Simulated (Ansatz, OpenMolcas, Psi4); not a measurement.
## A small benchmark: dipole moment

6 molecules holding an element from Na to Cl; the dipole moment in D, computed less measured. Shapes, held fixed at every level: PBE0-D4/def2-TZVP. No vibrational averaging. Dipoles are compared by magnitude; molecules under 1 D, whose direction can flip, are left out. Programs: Ansatz 0.2.0, OpenMolcas 26.06, Psi4 1.11. A level may come from different programs for different species; with the same settings they agree closely. Measured values: NIST CCCBDB.

Levels: A = HF/3-21G; B = PBE-D4/def2-TZVPP; C = r2SCAN-D4/def2-TZVPP; D = B3LYP/6-31G* (spherical functions).

```csv
molecule,measured,A,B,C,D
CH2Cl2 (dichloromethane),1.60,+0.65,-0.04,+0.06,+0.21
SiH2Cl2 (dichlorosilane (DCS)),1.13,+1.65,-0.09,-0.02,+0.43
SiH3Cl (chlorosilane),1.31,+1.47,-0.15,-0.09,+0.37
C2H3ClO (acetyl chloride),2.72,+0.59,-0.05,+0.08,+0.05
C2H4Cl2 (SMILES CC(Cl)Cl),2.06,+0.67,-0.10,+0.03,+0.11
C2H5Cl (SMILES CCCl),2.05,+0.61,-0.07,+0.05,+0.11
```

Problem. Sum up the errors.

Solution. 
```
                             level           kind  mean error  mean absolute error  worst case
                          HF/3-21G   Hartree–Fock      +0.940                0.940     SiH2Cl2
                 PBE-D4/def2-TZVPP            GGA      -0.083                0.083      SiH3Cl
              r2SCAN-D4/def2-TZVPP       meta-GGA      +0.018                0.055      SiH3Cl
B3LYP/6-31G* (spherical functions)  global hybrid      +0.213                0.213     SiH2Cl2
```

On this set r2SCAN-D4/def2-TZVPP has the smallest mean absolute error and HF/3-21G the largest. HF/3-21G is too high in 6 of 6; PBE-D4/def2-TZVPP is too low in 6 of 6; r2SCAN-D4/def2-TZVPP is too high in 4 of 6; B3LYP/6-31G* (spherical functions) is too high in 6 of 6. The levels differ in basis as well as in method. The smallest two are near a tie. The set is small.

The two chlorosilanes separate the levels most clearly. HF/3-21G overshoots by +1.65 D for SiH2Cl2 and +1.47 D for SiH3Cl, but by no more than +0.67 D for any of the carbon compounds, and B3LYP/6-31G* shows the same split on a smaller scale. Silicon and carbon share a group, but silicon is more electropositive than hydrogen, so its Si–H bonds are hydridic and their moments oppose that of the strongly polar Si–Cl bond. The net dipole is therefore a difference between sizeable terms, and it is smaller in SiH3Cl than in C2H5Cl despite the more polar bond to chlorine. The large overshoot probably reflects too few polarization functions to describe chlorine lone-pair donation towards silicon, with Hartree–Fock's exaggerated bond polarity adding to it in 3-21G. Between PBE and r2SCAN, which share a basis, the computed dipole rises in every molecule. Since every molecule here is a chloride, the errors need not carry over to bonds of phosphorus, sulfur or the metals of that row.
